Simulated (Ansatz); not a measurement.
The calculation used DFT PBE, scalar-relativistic, plane waves, PAW in Ansatz 0.2.0. All cells share a 420 eV cutoff and Γ-centred k meshes spaced at most about 0.3 Å⁻¹ (about 0.25 or finer for metals, 2π included). No spin polarisation in the final relaxations.

These are static total energies at zero pressure.

Two relaxed structures of TaC2:

1. Space group Fm-3m (No. 225), cubic, a = 5.155 Å. Around Ta lie 8 C at 2.23 Å; C is surrounded by 4 Ta at 2.23 Å and 6 C at 2.58 Å.

2. Space group P6/mmm (No. 191), hexagonal, a = 3.239 Å, c = 3.041 Å. Ta has 12 C at 2.41 Å and 2 Ta at 3.04 Å; around C lie 3 C at 1.87 Å and 6 Ta at 2.41 Å.

Question: Which form is favoured at zero pressure, and by what margin per atom?

Answer: Cell 1 is lower, by 28 meV/atom. Cell 1 has the fluorite type, space group Fm-3m (No. 225), 11.4 Å³/atom and no gap on its mesh; cell 2 has the AlB2 type, space group P6/mmm (No. 191), 9.2 Å³/atom and no gap. Counting C atoms around Ta (those within 1.25 times the shortest such distance or 1.15 times the sum of covalent radii), cell 1 has Ta 8 and cell 2 has Ta 12. The lower one is the more open, so pressure narrows the difference. Even the lower one lies +1.37 eV/atom against the reference forms of the elements (uncorrected), so neither is stable at this level. Both come from invented guesses. A third cell relaxed alike, in I4/mmm, lies 0.83 eV/atom below the lower of the two.

These runs have no spin–orbit coupling, which can matter for Ta. A magnetic state wasn't ruled out in cells without spin, among them Fm-3m, P6/mmm. Cells relaxed within their symmetry can be saddle points.

The fluorite form's 28 meV/atom advantage is a narrow preference between two poor compromises, as the I4/mmm cell lies far below both. The common difficulty is probably carbon bonding. In the fluorite cell the carbons sit 2.58 Å apart, too far for a real C–C bond, and tantalum has too few valence electrons to turn two isolated carbons per metal into closed-shell carbide ions. The AlB2-type cell does link carbon into a honeycomb net, but at 1.87 Å the links are much longer than a normal single bond, so the net is strained and weakly bound. That layer suits boron, which is larger and has fewer electrons, better than carbon.

The large volume difference beside so small an energy difference suggests that modest compression could reverse the order of these two. That would not make the AlB2 type the ground state under pressure, since the I4/mmm cell would also have to be overtaken. Its energy is still above that of the elements, in keeping with the known bulk tantalum carbides, which contain no more carbon than metal.
